# How do the ground hole subband and the HH–LH gap of an InGaSb p-channel respond to charge, indium content, strain, orientation and thickness?

I model a p-channel MOSFET with a compressively strained (001) In$_{0.4}$Ga$_{0.6}$Sb channel directly under the gate oxide, grown on an Al$_{0.7}$Ga$_{0.3}$Sb buffer. I assume a hole sheet density $N_s=10^{12}$ cm$^{-2}$ and a depletion sheet density $N_d=10^{12}$ cm$^{-2}$ of ionised donors behind the channel. Before running a multiband solver I want to know the direction and rough size of the shifts in the ground subband energy, the hole centroid and the HH1–LH1 spacing if I

1. double $N_s$,
2. double $N_d$ instead,
3. go from 40 % to 20 % indium on the same buffer,
4. let the strain relax,
5. grow on (111),
6. thin the channel to 7.5 nm.

Does the Fang–Howard wave function answer this?

---

## Answer

For the heavy-hole ground subband it does. For the light hole it needs two repairs, and one of them reverses a sign.

### The self-consistent ground subband

Hole energies count positive into the valence band. The oxide is a hard wall at $z=0$, the channel fills $z>0$ and is thick until change 6, the depletion width is much larger than the hole layer, and all holes sit in HH1. At zero in-plane wave vector on (001) the heavy hole decouples from the other bands and has $m_z=m_0/g_h$ with $g_h=\gamma_1-2\gamma_2$. $E_0$ is measured from the heavy-hole band edge at the interface.

The normalised trial envelope is $\zeta=(b^3/2)^{1/2}z\,e^{-bz/2}$, with $\langle z\rangle=3/b$ and $\langle T\rangle=\hbar^2b^2/8m_z$. The depletion charge gives $V_d=e^2N_dz/\epsilon$, so $\langle V_d\rangle=3e^2N_d/\epsilon b$. The holes themselves give $V_s''=-e^2N_s\zeta^2/\epsilon$ with $V_s(0)=0$ and $V_s'(\infty)=0$:

$$V_s=\frac{e^2N_s}{\epsilon b}\Big[3-e^{-bz}\big(3+2bz+\tfrac12b^2z^2\big)\Big],\qquad\langle V_s\rangle=\frac{33}{16}\frac{e^2N_s}{\epsilon b}.$$

The quantity to minimise is the energy per hole, in which the hole–hole term counts half:

$$\bar E=\langle T\rangle+\langle V_d\rangle+\tfrac12\langle V_s\rangle=\frac{\hbar^2b^2}{8m_z}+\frac{3e^2N^*}{\epsilon b},\qquad N^*=N_d+\tfrac{11}{32}N_s .$$

Setting $\partial\bar E/\partial b=0$ gives

$$b^3=\frac{12\,m_ze^2N^*}{\epsilon\hbar^2}.$$

The subband edge is the cost of adding one hole, $\partial(N_s\bar E)/\partial N_s$. Since $\bar E$ is stationary in $b$, this equals $\langle T\rangle+\langle V_d\rangle+\langle V_s\rangle$. At the minimum $\langle T\rangle=3e^2N^*/2\epsilon b$, so $E_0=(9e^2/2\epsilon b)(N_d+\tfrac{55}{96}N_s)$, or

$$E_0=\Big(\frac32\Big)^{5/3}\Big(\frac{e^2\hbar}{\epsilon\sqrt{m_z}}\Big)^{2/3}\frac{N_d+\frac{55}{96}N_s}{\big(N_d+\frac{11}{32}N_s\big)^{1/3}} .$$

At fixed charges $\langle z\rangle\propto(\epsilon g_h)^{1/3}$ and $E_0\propto g_h^{1/3}\epsilon^{-2/3}$.

For $N_s=0$ the field $F=eN_d/\epsilon$ is uniform and $E=2.476\,(\hbar^2e^2F^2/2m_z)^{1/3}$, against the exact Airy coefficient 2.338. The variational error is 5.9 %, and it drops out of ratios. With an inverse mass $g_l$ for the light hole, the confinement part of the spacing at fixed field is

$$\Delta_F=\Big(\frac32\Big)^{5/3}\Big(\frac{\hbar^2e^2F^2}{m_0}\Big)^{1/3}\big[g_l^{1/3}-g_h^{1/3}\big].$$

In the unstrained four-band model on (001), $g_l=\gamma_1+2\gamma_2$, so the spacing scales as $F^{2/3}[(\gamma_1+2\gamma_2)^{1/3}-(\gamma_1-2\gamma_2)^{1/3}]$. Below I use $F=eN^*/\epsilon$, the uniform field that reproduces the self-consistent $b$.

### Inputs

All entries are typical values, and every result below is the model's.

| typical | GaSb | InSb |
|---|---|---|
| $\gamma_1,\gamma_2,\gamma_3$ | 13.4, 4.7, 6.0 | 34.8, 15.5, 16.5 |
| $E_P$ (eV) | 27.0 | 23.3 |
| $E_g$ at 0 K (eV) | 0.812 | 0.235 |
| $\epsilon/\epsilon_0$ | 15.7 | 16.8 |
| lattice constant (Å) | 6.096 | 6.479 |

Further assumed values: gap bowing 0.415 eV, buffer lattice constant 6.124 Å, and for both alloys $\Delta_{so}=0.76$ eV, shear deformation potential $b_v=-2.0$ eV, hydrostatic gap potential $a_g=-8.0$ eV and $C_{12}/C_{11}=0.48$. The lattice constant, $\epsilon$, $E_P$ and $g_h$ are interpolated linearly. For $x=0.4$ this gives $g_h=3.92$ ($m_z=0.255\,m_0$), $\epsilon=16.14\,\epsilon_0$, $E_P=25.52$ eV, $E_g=0.482$ eV and $\varepsilon_\parallel=-2.00$ %.

Baseline: $b=0.846$ nm$^{-1}$, $\langle z\rangle=3.55$ nm, $\langle T\rangle=27$, $\langle V_d\rangle=40$, $\langle V_s\rangle=27$ and $E_0=94$ meV, with $F=15.1$ mV/nm.

### First repair: the light-hole mass in a strained layer

For motion along $z$ the $k_z^2$ terms are diagonal in the orbital basis. The in-plane orbitals $X,Y$ carry the inverse mass $\gamma_1-2\gamma_2=g_h$. The $Z$ orbital carries $\gamma_1+4\gamma_2$, and it alone couples to the conduction band through $k_z$. A band-edge state with $Z$ weight $f$, lying a distance $G$ from the conduction edge, therefore has

$$g_l=f\Big(\tilde g_Z+\frac{E_P}{G}\Big)+(1-f)\,g_h .$$

Here $\tilde g_Z=\gamma_1+4\gamma_2-E_P/E_g$ is the remote-band part, $-1.05$ for GaSb, $-2.35$ for InSb and, interpolated, $-1.57$ at $x=0.4$. Without strain $f=2/3$ and $G=E_g$, which returns $\gamma_1+2\gamma_2$, equal to 35.6 for the alloy.

Biaxial strain shifts the hole energy of $X,Y$ by $-\delta$ and that of $Z$ by $+2\delta$, with $\delta=b_v(1+2C_{12}/C_{11})\varepsilon_\parallel$, positive in compression. The heavy-hole edge lies at $-\delta$. The light-hole and split-off edges are the eigenvalues, in the basis ($Z$, in-plane), of

$$\begin{pmatrix}2\delta+\Delta_{so}/3&-\sqrt2\Delta_{so}/3\\-\sqrt2\Delta_{so}/3&-\delta+2\Delta_{so}/3\end{pmatrix}.$$

With $\rho^2=\Delta_{so}^2-2\Delta_{so}\delta+9\delta^2$ the lower one has

$$E_L=\tfrac12(\delta+\Delta_{so}-\rho),\qquad f=\tfrac12\Big[1+\frac{\Delta_{so}/3-3\delta}{\rho}\Big],$$

and $G=E_g+2a_g(1-C_{12}/C_{11})\varepsilon_\parallel+E_L$. At baseline $\delta=79$ meV and $E_L=61$ meV. The strain splitting $\delta+E_L$ is 139 meV, below the four-band value $2\delta=157$ meV. The hydrostatic term adds 167 meV, so $G=0.709$ eV. With $f=0.51$ one gets $g_l=19.5$. The fixed-field spacing $\Delta_F$ is 57 meV with this value and 87 meV with the unstrained one.

### Second repair: the light hole sees a screened field

LH1 is empty and extends further than HH1, into the region where $V_s$ has saturated. I give it the same envelope with its own $\beta$ and place it in the potential made by HH1. With $r=\beta/(\beta+b)$ and $q=b/(\beta+b)$,

$$E_{l}(\beta)=\frac{\hbar^2g_l\beta^2}{8m_0}+\frac{3e^2N_d}{\epsilon\beta}+\frac{e^2N_s}{\epsilon b}\big[3-r^3(3+6q+6q^2)\big].$$

No factor of one half appears, because this is a test particle in a given potential. The baseline minimum is 147 meV above the light-hole edge with a centroid of 6.4 nm, so the screened confinement spacing is $\Delta_s=E_l-E_0=53$ meV and the full HH1–LH1 spacing is $\delta+E_L+\Delta_s=0.19$ eV. Nonparabolicity lowers LH1 further. In a two-band picture the first-order shift is $-\langle T^2\rangle/G$, and the Airy ground state has $\langle T^2\rangle=\tfrac95\langle T\rangle^2$, which gives about 4 meV. Kinetic mixing with the split-off band adds a term of the same sign and order. Full spacings are therefore quoted to 0.01 eV, and the meV digits of the parts serve for comparing rows.

### Changes 1 and 2: the same added charge, two places

**Reasoning.** Both changes raise the interface field $e(N_d+N_s)/\epsilon$ by the same amount, so both squeeze the envelope and raise $E_0$. Depletion charge lies behind all holes and acts on each in full. Added holes act on a given hole only through the part that lies deeper. With the envelope frozen, the shifts are the baseline averages themselves, $\langle V_s\rangle=27$ meV and $\langle V_d\rangle=40$ meV, in the ratio 11/16. Relaxing $b$ lowers both already at first order, because $E_0=\bar E+\tfrac12\langle V_s\rangle$ and the last term, which falls as $1/b$, is not stationary. For the spacing, the light hole lies mostly beyond the hole sheet, where extra holes add a nearly constant potential and little field. One expects $N_s$ to open the spacing by less than the $F^{2/3}$ law says and $N_d$ by more.

**Calculation.** The logarithmic derivatives at $N_d=N_s$ are

$$\frac{\partial\ln b}{\partial\ln N_s}=0.085,\quad\frac{\partial\ln b}{\partial\ln N_d}=0.248,\quad\frac{\partial\ln E_0}{\partial\ln N_s}=0.279,\quad\frac{\partial\ln E_0}{\partial\ln N_d}=0.388 .$$

The pairs sum to 1/3 and 2/3, as homogeneity in the charges requires. Linear extrapolation gives 26 and 36 meV. The full formula gives 25 meV for doubled $N_s$ ($E_0=119$ meV, up 26 %) and 34 meV for doubled $N_d$ ($E_0=127$ meV, up 36 %). The centroid moves in by 7 % and 17 %.

The confinement spacing follows the expectation. For doubled $N_s$ the fixed-field law gives a rise of 16 % and the screened calculation 10 %. For doubled $N_d$ the figures are 45 % and 50 %. Since the 139 meV from strain does not move, the full spacing goes only from 0.19 to 0.20 and 0.22 eV.

One consequence for the gate: at fixed $N_d$, writing $\partial E_0/\partial N_s=e^2z_{ac}/\epsilon$ defines the thickness with which the confinement enters the small-signal capacitance. It is 2.33 nm, shorter than the centroid, in part because the layer contracts as it fills. The density-of-states term $\pi\hbar^2/m_\parallel$ adds in series, 2.14 nm in the same measure for an assumed in-plane mass $m_\parallel=0.10\,m_0$, chosen as typical of such strained channels.

Exchange is absent from the Hartree result and works against change 1. For a strictly two-dimensional single-band gas it shifts the chemical potential by $-(2k_F/\pi)\,e^2/4\pi\epsilon$ with $k_F=\sqrt{2\pi N_s}$, which is 14 meV downward at baseline and a further 6 meV on doubling. Finite thickness weakens it, so up to about a quarter of the 25 meV can be lost. The sign stands.

### Change 3: less indium on the same buffer

**Reasoning.** $\gamma_1$ and $\gamma_2$ grow strongly from GaSb to InSb, but the growth is the conduction-band term, $E_P/3E_g$ in $\gamma_1$ and $E_P/6E_g$ in $\gamma_2$, and it cancels in $\gamma_1-2\gamma_2$. The end values of $g_h$ are 4.0 and 3.8. HH1 should hardly notice. The strain falls with the mismatch, so the strain splitting shrinks roughly in proportion. For the light hole the tabulated parameters say that less indium means a larger gap, a heavier light hole and a smaller confinement spacing. On a fixed buffer, however, the indium-rich layer is the more compressed one, and compression both reopens its gap and removes $Z$ weight from the light-hole state. The naive sign is in doubt.

**Calculation.** At $x=0.2$: $g_h=3.96$, $\epsilon=15.92\,\epsilon_0$, $E_P=26.26$ eV, $\tilde g_Z=-1.31$, $E_g=0.630$ eV and $\varepsilon_\parallel=-0.79$ %. Then $E_0$ rises by 1.3 % to 95 meV and the centroid is 3.54 nm. The strain dependence of $\epsilon$ is not in the model, and a 2 % change of $\epsilon$ moves $E_0$ by 1.3 %, so the safe statement is that $E_0$ stays constant within a percent or two.

The strain terms are $\delta=31$ meV, $E_L=28$ meV, splitting 59 meV and hydrostatic shift 66 meV. This gives $G=0.724$ eV, almost the baseline 0.709 eV although the unstrained gaps differ strongly. With $f=0.61$ the result is $g_l=22.9$. Unstrained, $g_l$ would fall from 35.6 to 28.2 and $\Delta_F$ from 87 to 75 meV. Strained, $g_l$ rises from 19.5 to 22.9, $\Delta_F$ rises from 57 to 64 meV and $\Delta_s$ from 53 to 60 meV. The sign has reversed. The full spacing still drops, from 0.19 to 0.12 eV, because the loss of strain splitting is far larger.

### Change 4: the strain relaxes

**Reasoning.** $b$ and $E_0$ contain only $g_h$, $\epsilon$ and the charges. The heavy-hole edge shifts with strain, but $E_0$ is counted from that edge, so it stays, apart from the neglected change in $\epsilon$. The spacing loses its strain part. It regains a little because the light hole becomes lighter.

**Calculation.** With $\delta=0$, $f=2/3$ and $g_l=35.6$, the fixed-field value is 87 meV and the screened value 79 meV. The full spacing falls from 0.19 to 0.08 eV. The nonparabolic lowering grows to about 9 meV because $G$ is back at 0.482 eV, so the last digit is an upper estimate. Confinement alone keeps HH1 lowest. This assumes that relaxation leaves $N_d$ unchanged, which charged dislocations need not respect.

### Change 5: growth on (111)

**Reasoning.** Along [111] the heavy hole again decouples at zero in-plane wave vector, now with $g_h=\gamma_1-2\gamma_3$. Since $\gamma_3>\gamma_2$ the mass is larger, so $E_0$ and $\langle z\rangle$ both fall as $g_h^{1/3}$.

**Calculation.** The end values are 1.4 and 1.8, so $g_h=1.56$ ($m_z=0.641\,m_0$) at $x=0.4$. The factor is $(1.56/3.92)^{1/3}=0.736$, giving $E_0=69$ meV and $\langle z\rangle=2.61$ nm, both 26 % lower. As $g_h$ is a small difference of large numbers, a shift of 0.1 in $\gamma_3$ moves these by 4 %.

A term that vanishes on (001) now rivals the effect. A strained (111) zinc-blende layer has shear components $\varepsilon_{xy}=\varepsilon_{yz}=\varepsilon_{zx}=(\varepsilon_\perp-\varepsilon_\parallel)/3$. With $P_x=2e_{14}\varepsilon_{yz}$ and its cyclic partners, the polarisation along the normal is $(2/\sqrt3)\,e_{14}(\varepsilon_\perp-\varepsilon_\parallel)$. For assumed values $|e_{14}|=0.1$ C/m$^2$ and $\varepsilon_\perp-\varepsilon_\parallel=0.03$ it corresponds to $2.2\times10^{12}$ charges per cm$^2$. Inside the channel this is a uniform field that adds to or subtracts from $N_d$, depending on whether the surface is (111)A or (111)B and on the sign of $e_{14}$. If it adds, $E_0$ becomes 119 meV, above the (001) value. If it subtracts, the net back field reverses, holes are drawn towards the lower interface and the trial function no longer applies. The 26 % decrease holds for an unstrained (111) layer.

### Change 6: a back wall at 7.5 nm

**Reasoning.** A wall matters once it cuts into the envelope. The heavy-hole centroid of 3.55 nm is less than half the thickness, while the light-hole centroid of 6.4 nm is close to the full thickness. HH1 should move little and LH1 a great deal, so the spacing opens and loses most of its field dependence.

**Calculation.** The cleanest estimate is exact at fixed field. With $\ell=(\hbar^2g/2m_0eF)^{1/3}$ and $E=\eta\,eF\ell$, hard walls at $0$ and $L$ require

$$\mathrm{Ai}(-\eta)\,\mathrm{Bi}(L/\ell-\eta)=\mathrm{Bi}(-\eta)\,\mathrm{Ai}(L/\ell-\eta).$$

At the baseline field $\ell=2.15$ nm for the heavy hole and 3.67 nm for the light hole. HH1 rises from 76 to 78 meV and LH1 from 129 to 186 meV. The confinement spacing doubles, from 54 meV to 0.11 eV, and the full spacing reaches 0.25 eV. This is an upper bound within the model. The buffer is a finite barrier into which the light hole leaks, and the nonparabolic lowering $T^2/G$, with the box kinetic energy $T=\pi^2\hbar^2g_l/2m_0L^2=131$ meV, is now 24 meV. The model brackets the spacing between about 0.19 and 0.25 eV. For HH1 the wall shift at fixed field is somewhat too small, since screening lengthens the tail.

### Collected results

| case | $\langle z\rangle$ (nm) | $E_0$ (meV) | $E_0$/baseline | strain part (meV) | $\Delta_F$ (meV) | $\Delta_s$ (meV) | HH1–LH1 (eV) |
|---|---|---|---|---|---|---|---|
| baseline | 3.55 | 94 | 1 | 139 | 57 | 53 | 0.19 |
| $N_s$ doubled | 3.29 | 119 | 1.26 | 139 | 66 | 58 | 0.20 |
| $N_d$ doubled | 2.95 | 127 | 1.36 | 139 | 82 | 79 | 0.22 |
| $x=0.2$ | 3.54 | 95 | 1.013 | 59 | 64 | 60 | 0.12 |
| relaxed | 3.55 | 94 | 1 | 0 | 87 | 79 | 0.08 |
| (111), no piezo field | 2.61 | 69 | 0.74 | | | | |

### Where the single-subband, hard-wall picture ends

The nearest empty level at baseline is HH2, not LH1. The second Airy zero, 4.088, puts it 57 meV above HH1 at the baseline field and 66 meV above for doubled $N_s$, and screening reduces both. The Fermi energy $\pi\hbar^2N_s/m_\parallel$ is 24 and 48 meV. At low temperature one subband suffices at baseline and only narrowly after doubling. At 300 K the Boltzmann factor for HH2 is 0.11, so a tenth or more of the holes occupy a wider state, the true centroid exceeds $3/b$ and the signs above are more reliable than the sizes. The back wall of change 6 pushes HH2 up and improves the assumption.

If the channel is buried under a semiconductor barrier, the front wall is soft. For equal masses the envelope extrapolates to zero a distance $1/\kappa$ inside the barrier. The charge and its potential shift rigidly by that distance, and $E_0$ falls by about $e^2(N_d+N_s)/\epsilon\kappa$. An assumed offset of 0.4 eV gives $1/\kappa\approx0.61$ nm and 14 meV. The term grows with the total charge, so it trims the rises in changes 1 and 2 by about 7 meV each and leaves their difference intact.

A layer under 2 % compression typically stays coherent only up to roughly 10 nm, so a real strained In$_{0.4}$Ga$_{0.6}$Sb channel belongs to change 6. There the model's $b$ and $E_0$ remain usable for HH1, while the HH1–LH1 spacing is set by indium content through strain, by thickness through the light-hole box energy, and only weakly by the gate.